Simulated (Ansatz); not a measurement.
Ligand exchange: H2S + B(CH3)(SH)2 → H2S2 + BH(CH3)(SH)

Gas-phase species: H2S (hydrogen sulfide) `S`, singlet; B(CH3)(SH)2, singlet; H2S2 `SS`, singlet; BH(CH3)(SH), singlet. The partners trade H for SH: S–H and B–SH bonds give way to S–SH and B–H.

Shapes, held fixed at every level: PBE0-D4/def2-TZVP. Flexible molecules stand in one conformer, not always the lowest. Programs: Ansatz 0.2.0. Electronic energies: no zero-point or thermal term.

```csv
level,kind,ΔE (kJ/mol),less CCSD(T)/CBS estimate
r2SCAN-D4/def2-TZVPP,meta-GGA,+116.1,+0.2
PBE0-D4/def2-TZVPP,global hybrid,+113.7,-2.2
wB97M-V/def2-TZVPP,range-separated hybrid,+112.4,-3.5
wB97X-V/def2-TZVPP,range-separated hybrid,+112.8,-3.1
B2PLYP/def2-TZVPP,double hybrid,+111.9,-4.0
MP2/def2-TZVPP,perturbation theory,+126.5,+10.6
CCSD(T)/def2-TZVPP,coupled cluster or CI,+121.1,+5.2
CCSD(T)/CBS estimate,coupled cluster or CI,+115.9,0.0
```

The highest level, CCSD(T)/CBS estimate, gives ΔE = +115.9 kJ/mol; the levels span +111.9 to +126.5. The column of differences is taken from that level and isn't an error. No measured value is set beside it here. The CBS estimate extrapolates MP2 from def2-TZVPP and def2-QZVPP and adds CCSD(T) − MP2 in the triple-zeta set, cores frozen.

The exchange is strongly uphill at every level, with +115.9 kJ/mol at the highest, and the spread between methods is far too small to put the sign in doubt. Although written as a ligand swap, it is a redox step: two sulfur atoms go from the sulfide to the disulfide oxidation state, while a protic S–H hydrogen ends up hydridic on boron. The cost probably arises from replacing a strong S–H bond with a weaker S–S bond, whose adjacent lone pairs repel, and from losing one of the two sulfur π donors into boron's empty p orbital.

MP2 lies highest, but about half of its excess is shared by CCSD(T) in the same basis, so it reflects slow basis-set convergence of the correlation energy as much as the missing higher-order correlation. The near-coincidence of r2SCAN-D4 with the reference may be partly fortuitous and doesn't establish a general ranking of functionals. Since two molecules give two, entropy is unlikely to overturn the preference for the reactants.
